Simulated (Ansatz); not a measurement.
A ladder of methods for SiH3O (SMILES [O][SiH3])

SiH3O has 5 atoms, charge 0, and is taken as a doublet. SMILES: `[O][SiH3]`. The shape is that of a GFN2-xTB optimisation.

```xyz
5

O    -1.4166    0.2678    0.6902
Si   -0.0659    0.0078    0.0199
H    -0.1206   -0.2424   -1.4475
H     0.6859   -1.1593    0.5729
H     0.9172    1.1260    0.1645
```

Quantity: the energy change with the O1–Si2 bond stretched from 1.530 to 1.913 Å, in eV. The values are calculated.

| level | kind | program | value (eV) | less FCI/STO-3G |
| --- | --- | --- | --- | --- |
| UHF/STO-3G | Hartree–Fock | Ansatz | -0.30 | +0.34 |
| USVWN5/STO-3G | LDA | Ansatz | -0.29 | +0.35 |
| UPBE/STO-3G | GGA | Ansatz | -0.53 | +0.11 |
| UB3LYP/STO-3G | global hybrid | Ansatz | -0.49 | +0.15 |
| UPBE0/STO-3G | global hybrid | Ansatz | -0.46 | +0.18 |
| RPA@PBE/STO-3G | RPA | Ansatz | -0.83 | -0.19 |
| UMP2/STO-3G | perturbation theory | Ansatz | -0.44 | +0.20 |
| UBCCD(T)/STO-3G | coupled cluster or CI | Ansatz | -0.63 | +0.01 |
| UCCSDTQ/STO-3G | coupled cluster or CI | Ansatz | -0.64 | 0.00 |
| FCI/STO-3G | exact in the basis | Ansatz | -0.64 | 0.00 |

FCI/STO-3G is exact within its basis and frozen core, so for wave-function methods in that basis the difference is their error; functionals converge differently with the basis, so for them it is only a difference. The first shape isn't each level's own minimum. The values span -0.83 to -0.29 eV. All rows use very small basis sets, so none should be taken for the real molecule's value.

Every level places the longer Si–O distance lower in energy, yet the shorter one is only modestly compressed relative to a normal Si–O single bond, while the longer one is clearly stretched. The real bond would probably favour the opposite order. The likely cause is the minimal basis, which lacks the polarisation functions and radial flexibility needed to describe a short, strongly polar Si–O bond.

Within that basis, correlation favours stretching: the change goes from -0.30 eV in Hartree–Fock to -0.64 eV in FCI. As the bond lengthens, its bonding and antibonding orbitals draw closer and left–right correlation grows. UMP2 recovers less than half of this effect, whereas UBCCD(T) nearly reproduces FCI, so higher connected excitations matter little here. LDA lies beside Hartree–Fock, probably because its overbinding favours the compact geometry; the gradient correction in PBE counters this. The agreement therefore doesn't indicate a shared description of the bond. Two distances alone fix neither the equilibrium length nor the dissociation energy.
